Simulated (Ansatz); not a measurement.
# A series in volume scale on Re

Results calculated with Ansatz 0.2.0, not measured. Plane-wave DFT, scalar-relativistic PAW made under PBE with cores redone for the functional, no dispersion; the given relaxed cell is scaled uniformly, energy at zero smearing counts from the unscaled cell, pressure at the given Fermi-Dirac smearing is positive in compression.

The cell before it is scaled or strained (space group Fm-3m, No. 225):
```
cell vectors (Å)
   0.0000     1.9467     1.9467
   1.9467     0.0000     1.9467
   1.9467     1.9467     0.0000
atoms (fractions of the cell vectors)
Re  0.00000  0.00000  0.00000
```

Settings of every row: spin polarised no; functional r2SCAN; wave cutoff 500 eV; smearing width 0.1 eV; k mesh 16x16x16.

Atom starting moment: 0 on all atoms.

Limits: all rows lie far from zero pressure; no spin-orbit coupling, which can matter with elements this heavy; the cell comes from a prototype or a list of computed structures and needn't be the stable phase.

| row | volume scale | V (Å³/atom) | pressure (GPa) | energy change per atom (meV) |
| --- | --- | --- | --- | --- |
| 1 | 0.88 | 12.984 | 65.42 | 320.16 |
| 2 | 0.92 | 13.574 | 38.69 | 130.13 |
| 3 | 0.96 | 14.164 | 17.11 | 29.21 |
| 4 | 1.04 | 15.345 | -14.14 | 28.27 |
| 5 | 1.08 | 15.935 | -25.27 | 102.54 |
| 6 | 1.12 | 16.525 | ? | ? |

Question: what pressure and energy change per atom should row 6 give?

Worked fit of pressure. Take u = (V_r/V)^(2/3) − 1 with V_r = 14.164 Å³ an atom, which is twice the finite (Eulerian) strain; such expansions in the strain, on which the Birch-Murnaghan equation of state is built, carry the rest volume and the bulk modulus. The shown rows have u = 0.0597, 0.02877, 0, -0.05199, -0.07554. Least squares give pressure = 17.13 + 698.82 × u + 1832.5 × u² GPa; a straight line predicts inner rows, each left out in turn, worse (root mean square 3.8 against 0.12 GPa). The rows lie off it by 0.04, -0.06, -0.02, 0.11, -0.07 (root mean square 0.067 GPa). The pressure vanishes at u = -0.0263, or V = 14.74 Å³ an atom, and there the bulk modulus at fixed shape and fractions is B = −V dP/dV = (2/3)(1 + u) dP/du = 391 GPa. The withheld row has u = -0.09768, so the fit gives 17.13 + 698.82 × (-0.09768) + 1832.5 × (-0.09768)² = -33.65 GPa.

The calculation gave -34.16 GPa. The fit lies 0.51 GPa (1.5 % of the value, 0.51 % of the column's range) above it; its largest miss of a shown row is 0.11 GPa. This row lies beyond the range of the fit.

Worked fit of energy change per atom. Take u = (V_r/V)^(2/3) − 1 with V_r = 14.164 Å³ an atom, which is twice the finite (Eulerian) strain; such expansions in the strain, on which the Birch-Murnaghan equation of state is built, carry the rest volume and the bulk modulus. The shown rows have u = 0.0597, 0.02877, 0, -0.05199, -0.07554. Least squares give energy change per atom = 29.306 + 2285.71 × u + 43204.3 × u² meV; a straight line predicts inner rows, each left out in turn, worse (root mean square 89 against 1.2 meV). The rows lie off it by 0.41, -0.70, -0.10, 1.02, -0.64 (root mean square 0.65 meV). The withheld row has u = -0.09768, so the fit gives 29.306 + 2285.71 × (-0.09768) + 43204.3 × (-0.09768)² = 218.27 meV.

The calculation gave 213.53 meV. The fit lies 4.74 meV (2.2 % of the value, 1.6 % of the column's range) above it; its largest miss of a shown row is 1.02 meV. This row lies beyond the range of the fit.
